### 1. What does the axial ratio change in this cell?

The c/a ratio of WS2 (6-atom cell, P-3m1, a = 3.146 Å, c = 23.567 Å, 33.66 Å³ per atom) is varied at fixed volume and fixed fractional coordinates. Ansatz 0.2.0, plane-wave PAW, PBEsol, scalar-relativistic, no spin polarisation; cutoff 420 eV, k mesh 12×12×2, Gaussian smearing 0.05 eV. Free energies are relative to the starting cell; pressure is positive in compression.

| axial ratio (over its starting value) | energy change (meV/atom) | pressure (GPa) | gap on mesh (eV) |
| --- | --- | --- | --- |
| 0.8 | 306.0 | 0.96 | 0.000 |
| 0.85 | 167.6 | 0.74 | 0.000 |
| 0.92 | 45.6 | 0.40 | 0.457 |
| 0.96 | 11.0 | 0.18 | 1.041 |
| 1 | 0.0 | 0.00 | 1.525 |
| 1.05 | 16.4 | -0.18 | 1.557 |
| 1.1 | 63.4 | -0.29 | 1.349 |
| 1.2 | 239.6 | -0.22 | 0.992 |
| 1.3 | 510.0 | 0.30 | 0.031 |

The cell holds two layers of WS₂, each a sheet of tungsten between two sheets of sulfur, and a good deal of empty space. The tungsten–sulfur distance and the in-plane edge fix the thickness of one layer, measured between its sulfur sheets, at 3.13 Å. That leaves 17.3 Å of the long axis outside the two layers. "Fixed volume" is therefore a condition on layers and vacuum together. The space between the two sulfur sheets of a layer keeps its volume as well, but only because the atoms are held at fixed fractional coordinates; next to vacuum, a free layer would choose its own thickness.

All positions scale with the cell, so a smaller axial ratio makes each layer wider and flatter. At 0.8 the edge has grown by 7.7 % and the layer has become 14 % thinner, yet the W–S bond is only 0.9 % shorter. The bond behaves like a slanted strut: its foot moves outward while its top comes down, and the two changes nearly cancel in its length. On the squeezed side the scan is thus mostly a test of how the layer resists a change of bond angles.

### 2. Is it harder to squeeze the axis or to stretch it?

A first look at the energy change says squeezing, with 306 meV per atom at 0.8 against 240 at 1.2. These are not equal steps, however. The counterpart of multiplying by 0.8 is dividing by 0.8, which gives 1.25. A fair comparison divides the energy by the squared logarithm of the ratio, and then stretching to 1.2 is the stiffer deformation by about 17 %.

The strut picture suggests why. On stretching, the gain in height outruns the loss in width, and at 1.2 the bond is 2.5 % longer than at the start. Elongation thus has to stretch bonds as well as turn them, while it also pushes neighbouring atoms of the same sheet together. Both effects should raise the cost, but the energies come as totals and do not show the share of each.

### 3. Does symmetry put the minimum at ratio 1?

It does not. The space group is the same in every row, so no point of the scan is singled out by extra symmetry. The energy is lowest at 1 because the scan starts from the relaxed cell, in which the stresses have already been brought close to zero.

A cubic metal taken along the corresponding path would behave differently. It passes through the body-centred and the face-centred cubic structure, and at each of them cubic symmetry makes the energy stationary, as a minimum or a maximum. In layered WS₂ the long axis remains different in kind from the other two at any ratio. The points of this scan show one valley, with the energy falling at each step towards 1 and rising at each step beyond it.

### 4. Why is the pressure so small when the layers are so strained?

At ratio 1.2 the pressure is only −0.22 GPa, although the energy is far above its minimum. The stresses of the same calculation, counted positive in compression, are 6.24 GPa in each in-plane direction and −13.15 GPa along the axis. The pressure is the average over the three directions, in which these large values almost cancel. Pressure measures the response to a uniform change of size, and two tendencies probably oppose each other in it. The W–S bonds, 2.5 % longer than at the start, favour a smaller cell, while the atoms crowded together within each sheet favour a larger one. At 1.3 the pressure even turns positive, although the bonds are longer still. The slope of the energy along the scan follows the difference between the axial and in-plane stresses.

To see this, let $r$ be the axial ratio. At fixed volume $V$ the axial length varies as $r^{2/3}$ and the in-plane lengths as $r^{-1/3}$. Adding the work done along the three directions gives

$$\frac{dE}{d\ln r}=\frac{2}{3}\,V\,(\sigma_{\text{in}}-\sigma_{\text{ax}}),$$

where $E$ is the energy per atom, $V$ the volume per atom, and $\sigma_{\text{in}}$ and $\sigma_{\text{ax}}$ are the in-plane and axial stresses.

The step from 1.1 to 1.2 serves as an example. At 1.1 the stresses are 2.93 and −6.73 GPa, a difference of 9.66 GPa; at 1.2 the difference is 19.40 GPa. With their mean, 14.5 GPa, and 160.2 GPa for one eV/Å³,

$$\Delta E\approx\frac{2}{3}\times\frac{33.66\times14.5}{160.2}\times\ln\frac{1.2}{1.1}\approx0.177\ \text{eV}.$$

The table gives 239.6 − 63.4 = 176.2 meV per atom. The estimate has no adjustable constant, and the output below repeats it for every step. Its largest miss is about 2 % of the energy step, between 0.8 and 0.85. Since stresses and energies come from the same calculation, the agreement shows that they are consistent with each other; it is no test against nature.

### 5. What would change if the cell held more vacuum?

Suppose that the cell were made twice as long, with the same two layers at the same distance from each other. A given axial ratio would still widen and flatten the layers by the same factors. The energy per atom should then hardly change, because empty space costs nothing to deform. All the stresses, and the pressure with them, would be halved, since the same work would be shared by twice the volume.

For a process engineer this means that the pressure column is not the stress in a WS₂ film. It depends on how much vacuum was put into the cell. The energy per atom is the quantity that can be carried over to another cell length.

### 6. Why is the gap largest at 1.05 and not at 1?

The relaxed cell makes the energy stationary, but nothing makes the gap stationary there. Band edges shift in proportion to a small strain, so the gap can pass through ratio 1 on a slope. It does so here: it rises by 0.48 eV from 0.96 to 1 and by another 0.03 eV to 1.05, after which it falls. The rows at 1 and 1.05 probably lie on opposite flanks of a peak. If the steep rise before 1 and the gentler fall after 1.05 are continued as straight lines, they meet between these two rows, so the true maximum may lie closer to 1 than the table suggests. The mesh can also miss the exact band edges, so the small rise from 1 to 1.05 is less certain than the falls on either side.

A peak with unequal flanks is what theory leads one to expect when several band edges compete. States at different places in the Brillouin zone consist of different mixtures of tungsten d and sulfur p orbitals, and a change of bond angles moves them at different rates. The gap is always the distance from the highest filled edge to the lowest empty one. When another edge takes over, its slope changes abruptly. The positions of the edges are not given, so this exchange is argued here and not shown.

The distance between the layers also changes. In an isolated layer the two sulfur sheets would feel equal and opposite forces, but at 0.8 these forces differ in size by 0.32 eV/Å, in the sense that the layers repel each other. Closer sulfur sheets mix their filled states more strongly and push the upper one towards the gap. This probably helps to close the gap on the squeezed side. The same scan for a single layer would show how much it contributes.

### 7. Which digits can be trusted for a transistor channel?

The order of the energies is safe within this scan, but their size belongs to layers whose atoms were not allowed to relax. At 0.8 the forces on sulfur reach 2.9 eV/Å. In a real film stretched in its plane, the sulfur sheets would settle at a thickness of their own choosing. For the same cell shape and the same functional, the tabulated energies are therefore upper bounds.

The same restriction affects the gap. The loss of 0.48 eV between 1 and 0.96 goes with an edge only 1.4 % longer, but also with a forced thinning of the layer and a shorter distance between the layers. It should not be used as the strain coefficient of a channel. The gap is expected to respond to the height of the sulfur sheets as well as to the in-plane edge. This scan changes both at once and cannot separate them, so a device model needs relaxed atoms at each strain.

The ratios at which the gap closes are the least certain result. The functional, PBEsol, gives gaps that are too small, and the missing spin–orbit coupling would split the top of the valence band by a few tenths of an eV at the corners of the zone. PBEsol also lacks the long-range van der Waals attraction between the layers, so their distance, and with it their influence on the gap, is uncertain. The PAW datasets were made for PBE and not for PBEsol. At 1.3 the remaining 0.03 eV may be no gap at all, because a mesh that misses the exact band edges makes a gap look too large. At 0.8 and 0.85 the gap is zero on a mesh chosen for an insulator, and no denser mesh was run to test the energies there.

The analysis program printed:

```
Shape of the layers:
   row  edge a in Å  edge change in %  thickness change in %  W-S change in %  bond tilt from axis in degrees  force mismatch in eV/Å
   0.8        3.389             7.722                 -13.82           -0.917                           55.38                  0.3245
  0.85        3.321             5.567                 -10.27          -0.8754                           53.74                  0.1935
  0.92        3.235             2.818                 -5.407          -0.6253                           51.56                  0.0443
  0.96        3.189              1.37                 -2.685          -0.3752                           50.36                   0.017
   1.0        3.146                 0                      0                0                           49.21                 -0.0005
  1.05        3.095            -1.613                  3.306           0.5002                           47.82                  -0.013
   1.1        3.048            -3.127                   6.56            1.084                            46.5                 -0.0189
   1.2         2.96            -5.896                  12.92            2.543                              44                 -0.0205
   1.3        2.883            -8.374                  19.11             4.21                           41.72                 -0.0196
Steps from the row above (stiffness is undefined at ratio 1 and printed as 0):
   row  energy over squared log ratio in eV/atom  energy step in meV/atom  step from stresses in meV/atom  gap slope in meV per 1 % of ratio
   0.8                                     6.145                      n/a                             n/a                                n/a
  0.85                                     6.346                   -138.4                          -135.4                                  0
  0.92                                     6.559                     -122                          -120.4                              57.75
  0.96                                     6.601                    -34.6                          -34.46                              137.2
   1.0                                         0                      -11                          -10.97                              118.6
  1.05                                     6.889                     16.4                           16.49                              6.559
   1.1                                     6.979                       47                           47.17                             -44.71
   1.2                                     7.208                    176.2                             177                             -41.03
   1.3                                     7.409                    270.4                           268.6                             -120.1
Thickness of one layer at ratio 1, in Å: 3.134
Length along c left outside the two layers at ratio 1, in Å: 17.3
Energy at 0.8 less energy at 1.2, in meV/atom: 66.4
Stiffness at 1.2 over stiffness at 0.8: 1.173
Gap lost from 1 to 0.96, in eV: 0.484
Gap gained from 1 to 1.05, in eV: 0.032
Gap lost from 1.2 to 1.3, in eV: 0.961
Largest miss of the stress estimate for an energy step, in %: 2.154
Smearing correction at 0.8 from the further outputs, in meV/atom: 0.349
```
